A finer grid should bring every computed quantity closer to its final value, a little with each step, and the energy and the gap should settle together. For indium phosphide neither half of that expectation holds. The gap drops, then stops moving almost at once. The total energy first gets worse, stays wrong after the gap has settled, and then improves very fast.

PySCF 2.14.0 calculations of InP (F-43m, two-atom cell) with the BLYP functional, DZVP-MOLOPT-SR basis sets and GTH-PBE pseudopotentials, without spin–orbit coupling. All runs use a 2×2×2 k mesh and Fermi–Dirac smearing of 0.05 eV. The sweep value is the density cutoff in Ha, and the gap is taken on the k mesh.

```csv
sweep value,gap (eV),scf iterations
33,0.538,7
46,0.526,6
60,0.506,6
74,0.505,6
93,0.506,6
116,0.507,6
140,0.507,6
```

The sweep value is the density cutoff in hartree (Ha), which sets the finest grid that carries the electron density. Broad parts of the density are handled on coarser grids. The gap is the distance between the highest filled and the lowest empty level on the sampled k points. Crystal, functional and basis are the same in every row. The fall of the gap from 0.538 to 0.507 eV is therefore the removal of a numerical error, and the semiconductor itself has not changed.

## What the cutoff does

The electron density can be written as a sum of waves, long ones for its broad features and short ones for its sharp features. A grid can carry only waves longer than twice its spacing. A shorter wave isn't simply lost: sampled at the grid points, it looks exactly like some longer wave, and its charge is booked there. This false booking, called aliasing, disturbs the electrostatic energy, the exchange–correlation energy and the potential that the electrons feel.

How strong the short waves are depends on how compact the density is. In this method the density is built from products of Gaussian functions. One such product, exp(−p r²), where r is the distance from its centre and p measures its tightness, contains waves of wave number G with a weight proportional to exp(−G²/4p). The cutoff E keeps waves up to G²/2 = E in atomic units, so the weight at the edge of the grid is exp(−E/2p).

Two limits follow from this expression. If E is much larger than p, almost nothing lies beyond the edge, and raising E by a few times p removes most of the error that is left. If E is too small for the tightest products, a noticeable part of their sharp features is falsely booked, and the formula no longer tells how large the error is or which sign it has. The seven rows run from the second situation towards the first.

The expression also tells which atoms are demanding. The required cutoff grows in proportion to p, hence as the inverse square of the width of the density feature. A shell half as wide needs four times the cutoff. The most compact shell in the calculation therefore decides how high the cutoff has to be, even if it takes little part in the bonding.

In this crystal that shell is most likely the 4d shell of indium. The potential used here treats thirteen indium electrons explicitly, and ten of them fill this compact shell close to the nucleus. The 5s and 5p electrons of indium and the valence electrons of phosphorus are spread more widely. That the 4d shell dominates the grid error is argued from its size; a run with the shell frozen into the core would test it.

## How fast the error goes

The total energies of the same runs show the speed, counted from the run at 140 Ha. At 60 Ha the energy is off by 36 meV per atom, and at 93 Ha by 2.3 meV per atom. The error has shrunk to about one sixteenth. Whether that is fast depends on how much finer the grid has become.

Apart from rounding to a whole number of points, the grid spacing is h = π/√(2E) in atomic units. For 60 Ha this gives π/√120 ≈ 0.29 bohr, or 0.152 Å. For 93 Ha the same formula gives 0.122 Å, so the spacing has shrunk by only a fifth. In three dimensions the number of points has a little less than doubled.

An ordinary integration rule whose error goes as h² would have kept 0.80² ≈ 0.64 of the error, about two thirds of it. To reach one sixteenth by a power of h, the power would have to be about 13. That number is read off from the two rows at 60 and 93 Ha and is no law for the others. It shows that the grid doesn't behave like a low-order rule, in line with the rapidly vanishing short waves of a Gaussian density.

The simple exponential is a guide to this behaviour and not an exact description. It would make a wider step in cutoff remove a larger factor of the error. Yet the step from 60 to 74 Ha reduces the energy error 5.7 times, and the wider step from 74 to 93 Ha only 2.8 times. A real density holds many products of different tightness, and the exchange–correlation energy doesn't depend on the density in a linear way. The number of grid points also rises in whole steps, which can change where an atom sits between the points, and the division of the density among finer and coarser grids may shift as well. A single clean exponential is therefore not to be expected.

## The row that gets worse

Between 33 and 46 Ha the energy moves away from its final value, from 65 to 74 meV per atom below it. This looks odd to anyone used to basis sets. When a basis grows, the calculation searches a larger space of wave functions, and the energy can only go down towards its limit. Here the basis has the same size in every row, and the grid changes how the energy is evaluated, not which wave functions are allowed.

A grid error can therefore have either sign. In this series all six coarser grids give an energy below that of the finest one, so the lowest energy is the worst one. Its size depends not only on the spacing but also on where the atoms sit relative to the grid points. An atom may lie on a point in one row and between points in the next, and the falsely booked waves then add up differently. A plausible guess is that the errors cancel somewhat better at 33 than at 46 Ha, which would make the coarser grid look the better of the two. The total energies alone can't confirm this.

The practical trap lies in the difference between these two rows. It is less than 9 meV per atom. Someone who refines the grid once, sees the energy move by less than 10 meV per atom and stops there would accept an error of 74 meV per atom. A small change between two neighbouring settings is evidence of convergence only when the settings already lie in the range where the error falls quickly.

The iteration count gives no warning either. The self-consistent cycle closes in six or seven steps on every grid, including the worst ones. Self-consistency means that density and potential agree with each other on the given grid. It doesn't mean that the grid represents them well.

## Why the gap settles first

The total energy collects the grid errors of all eighteen valence electrons in the cell, among them the ten in the 4d shell. The gap is a difference between two levels. If a poor grid shifts both levels by the same amount, the shift drops out. In the limit of a perfectly uniform shift, the gap would be right on any grid, however wrong the energy was.

The coarsest rows show how far the calculation is from that limit. At 33 Ha the gap is 31 meV too large, and at 46 Ha it is still 19 meV too large, both relative to 140 Ha. The two levels are thus shifted unequally. One possible reason is their different character: the lowest empty states of such a crystal have much indium s character and reach into the indium core region, while the highest filled states are mainly phosphorus p. An error of the potential near indium would then move the empty states more.

At 60 Ha the gap is suddenly within about 1 meV, although the energy is still 36 meV per atom off. The two levels are then shifted almost equally, and part of this may be accidental. The gap error changes sign between 46 and 60 Ha: the gap is too large before and very slightly too small after. A quantity that crosses its final value looks converged near the crossing, whatever the state of the grid.

The next row is in line with this. From 60 to 74 Ha the energy error falls almost six times, while the gap error doesn't fall at all and stays between 1 and 2 meV. The excellent gap at 60 Ha is thus no measure of the quality of that grid. What makes it trustworthy is that all finer grids also keep the gap within 2 meV of the final value. The small ups and downs in that range have no physical meaning.

## Guessing a neighbouring case

The same reasoning can be carried to a series with a different indium potential, one that puts the 4d shell into the frozen core and leaves three valence electrons. The tightest part of the density would be gone from the grid. The total energy should then settle at a lower cutoff, with the next most compact density in the cell setting the limit. The gap should gain less, because it is already steady from 60 Ha on with the 4d shell included.

Gallium phosphide with its 3d electrons in the valence would go the other way. The 3d shell of gallium is more compact than the 4d shell of indium, and the required cutoff grows as the inverse square of the width. A cutoff that was tested on the indium compound should therefore not be carried over to the gallium compound unchecked.

## What to do about it

The cutoff should be chosen for the quantity that is wanted. For the gap of this crystal to within 10 meV, 60 Ha is enough. A total energy within 10 meV per atom needs 74 Ha, and one within 1 meV per atom needs 116 Ha. These bounds are relative to the run at 140 Ha and hold for this cell, this basis and these potentials.

A convergence test should include at least three settings and reach well into the range where the energy error falls steeply. Energies that are to be compared with one another belong on the same cutoff, since a change of grid alone can move them by tens of meV per atom. The test should follow the energy even when only the gap is wanted, because the gap can cross its final value on a grid that is still poor.

A converged grid doesn't make the gap correct. The measured gap of indium phosphide is roughly 1.4 eV, so the computed 0.507 eV falls short by about 0.9 eV, some thirty times the largest grid error in the table. Gaps that are far too small are a well-known weakness of semilocal functionals such as the one used here. The coarse k mesh, the small basis, the absence of spin–orbit coupling and the use of potentials made for another functional also affect the value, by amounts that this series doesn't separate. The larger gap on the coarsest grid lies closer to the measured one, but only because a numerical error happens to point that way.
